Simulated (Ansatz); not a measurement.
# Work function and dipole per adsorbate against coverage for Se on Mg(0001), PBE slabs

Magnesium serves as an electron-injecting contact because its work function is low, and a chalcogen layer at such a contact can spoil this by raising the barrier for electrons. The question is how fast the work function rises as selenium collects on Mg(0001), and how much each Se atom contributes. Four coverages between one ninth of a layer and a full layer are calculated with PBE, with Se started on the fcc hollow site. The change ΔΦ is taken against the clean face of the same kind of slab, at 3.79 eV. A negative dipole means that the negative end points outwards, which raises the work function.

## Method

Ansatz 0.2.0, plane-wave Kohn-Sham DFT with its default PAW datasets at a cutoff of 420 eV, PBE. Slabs of 4 layers at the tabulated measured lattice constant with the lower two layers held; adsorbates on the upper face in cells of 1 to 9 surface atoms, started on the site named and relaxed with the upper layers until forces are under 0.02 eV/Å. k-spacing 0.19 Å⁻¹ (2π included), Fermi-Dirac smearing of 0.1 eV, 18 Å of vacuum, dipole correction. Spin-paired, no spin-orbit coupling.

Notes on method and selection:

- One starting site was run; real layers may sit elsewhere, sink into the surface or rebuild it.
- Changes under about 0.15 eV are within the error of slabs this thin.
- Runs in which an atom moved over 1.3 Å, mostly full layers of large atoms, are not listed; the work function can turn there.
- Neighbouring dipoles tend to depolarise each other as the coverage rises, unless heights or bonding change.
- Runs in which the search for lower states was switched off are not listed.
- Work functions and vacuum levels are read from the electrostatic potential (Hartree and local ionic parts), which a warning of a rough exchange-correlation potential in thin density does not concern.
- Error sizes named in these notes are rules of thumb and were not measured on these runs.
- The default PAW datasets of this version of Ansatz are the set soft_2.
- Runs that did not converge, have known faults or may not be shown are not listed, and runs on Ansatz's PAW sets soft_1 and soft_2 are kept to separate tables.

Columns:

- density (nm⁻²): adsorbates per area.
- height (Å): height of the adsorbed atom (the lowest atom of a molecule) over the highest substrate atom.
- coverage (ML): adsorbates per surface atom.
- ΔΦ (eV): work function of the covered face less that of the clean face.
- dipole (D): dipole per adsorbate from ΔΦ by the Helmholtz relation, positive end outwards.
- Φ covered (eV): work function of the covered face.

## Numbers

| member | density (nm⁻²) | height (Å) | coverage (ML) | ΔΦ (eV) | dipole (D) | Φ covered (eV) |
| --- | --- | --- | --- | --- | --- | --- |
| clean | 0.00 | – | 0.000 | 0.00 | – | 3.79 |
| 0.1111 ML | 1.25 | 1.71 | 0.111 | 0.45 | −0.966 | 4.24 |
| 0.25 ML | 2.80 | 1.73 | 0.250 | 1.00 | −0.944 | 4.78 |
| 0.5 ML | 5.60 | 1.75 | 0.500 | 1.27 | −0.602 | 5.06 |
| 1 ML | 11.21 | 1.88 | 1.000 | 1.42 | −0.336 | 5.21 |

## The trend and its physics

The work function rises at every step, but ever more slowly per added atom. The first quarter layer brings 1.00 eV, while the last half layer brings 1.42 − 1.27 = 0.15 eV, no more than the likely error of slabs this thin. The dipole shrinks from 0.966 to 0.336 D in magnitude. A shorter Se–surface distance is not the reason, since the height grows from 1.71 to 1.88 Å, which at fixed charge would enlarge the dipole.

The simplest model with the right sign is mutual depolarisation. It assumes that each Se atom has the same dipole magnitude $p_0$ when alone and the same effective polarisability volume $\alpha$, that the atoms form an even triangular net, and that they act on each other as point dipoles.

1. Parallel dipoles side by side weaken each other. The field of all the others at one atom is proportional to $pS$, with $S=\sum 1/r^3 \approx 9\,n^{3/2}$ for a triangular net of density $n$.

2. The dipole that remains is $p = p_0 - \alpha S p$, so that $p = p_0/(1+9\alpha n^{3/2})$.

3. Since $n$ is proportional to the coverage $\theta$, the inverse dipole is a straight line in $\theta^{3/2}$:

$$\frac{1}{p} = A + B\,\theta^{3/2}$$

4. The Helmholtz relation turns the dipole into a work-function change, $\Delta\Phi = C\,n\,p$. With $p$ in D and $n$ in nm⁻², the full layer gives $C$ = 1.42 / (11.21 × 0.336) = 0.377 eV nm² D⁻¹.

The two parameters are $A = 1/p_0$ and $B$, which carries the polarisability. A smaller charge transfer per Se atom at high coverage would also lower $p$ and would be absorbed in $B$; the table lists no charges that would tell the two apart.

## Fixing and testing the model

Only four covered faces are listed, so fixing two parameters leaves two for a test. The model is therefore fixed twice, which gives four test sums. The values of $\theta^{3/2}$, taken as $\theta$ times its square root, are 0.111 × 0.33 = 0.037, 0.25 × 0.5 = 0.125, 0.5 × 0.707 = 0.354 and 1 in order of coverage.

**Fixed on 0.1111 ML and 1 ML.** The inverse dipoles are 1 / 0.966 = 1.035 D⁻¹ and 1 / 0.336 = 2.976 D⁻¹.

- $B$ = (2.976 − 1.035) / (1 − 0.037) = 2.016 D⁻¹
- $A$ = 2.976 − 2.016 = 0.960 D⁻¹
- 0.25 ML: $p$ = 1 / (0.960 + 2.016 × 0.125) = 0.825 D; ΔΦ = 0.377 × 2.80 × 0.825 = 0.87 eV, against 1.00 eV in the table.
- 0.5 ML: $p$ = 1 / (0.960 + 2.016 × 0.354) = 0.597 D; ΔΦ = 0.377 × 5.60 × 0.597 = 1.26 eV, against 1.27 eV.

**Fixed on 0.25 ML and 1 ML.** The first inverse dipole is now 1 / 0.944 = 1.059 D⁻¹.

- $B$ = (2.976 − 1.059) / (1 − 0.125) = 2.191 D⁻¹
- $A$ = 2.976 − 2.191 = 0.785 D⁻¹
- 0.1111 ML: $p$ = 1 / (0.785 + 2.191 × 0.037) = 1.155 D; ΔΦ = 0.377 × 1.25 × 1.155 = 0.54 eV, against 0.45 eV.
- 0.5 ML: $p$ = 1 / (0.785 + 2.191 × 0.354) = 0.641 D; ΔΦ = 0.377 × 5.60 × 0.641 = 1.35 eV, against 1.27 eV.

The mean miss is (0.13 + 0.01 + 0.09 + 0.08) / 4 = 0.08 eV, while the four tabulated changes, whose mean is (0.45 + 1.00 + 1.27 + 1.42) / 4 = 1.04 eV, lie on average (0.59 + 0.04 + 0.23 + 0.38) / 4 = 0.31 eV from it. A constant dipole of 0.966 D would give 0.377 × 11.21 × 0.966 = 4.08 eV for the full layer, nearly three times the tabulated 1.42 eV.

## Where the trend breaks

The largest miss is at the quarter layer, where the first version of the model gives a ΔΦ 0.13 eV too low. It expects the dipole to fall from 0.966 to 0.825 D between one ninth and one quarter of a layer, whereas the table shows 0.944 D. This is no firm evidence against depolarisation. An error of 0.15 eV, the rule of thumb for slabs this thin, would be 0.15 / 0.45 = 0.33 of the dipole at the lowest coverage.

The assumption that certainly fails is the even net at the half layer. Half of the equivalent sites of a triangular lattice cannot form a triangular net, and the Se atoms stand in rows. This raises the dipole sum by roughly 18 %, so that the value for the half layer should be replaced by 0.354 + 0.18 × 0.354 = 0.42. The first version then gives 1 / (0.960 + 2.016 × 0.42) = 0.553 D and 0.377 × 5.60 × 0.553 = 1.17 eV, which is 0.10 eV below the table. The second version gives 1 / (0.785 + 2.191 × 0.42) = 0.586 D and 0.377 × 5.60 × 0.586 = 1.24 eV, closer to the table than before. The near-exact agreement of the first version with an even net may therefore owe something to a cancellation of errors.

## Summary

Between one ninth of a layer and a full layer, Se that stays on top of Mg(0001) raises the calculated work function, with a dipole per atom that falls to about a third. The two-parameter model reproduces ΔΦ to about 0.1 eV in this range. The parameter $A$ shifts with the choice of members and does not fix the dipole of a lone atom.

An omitted effect that could change the picture is Se sinking below the top Mg layer, as may happen on so reactive a metal. Negative charge would then lie further in, and the work function would be expected to lie below these values, by an amount that the table cannot give.
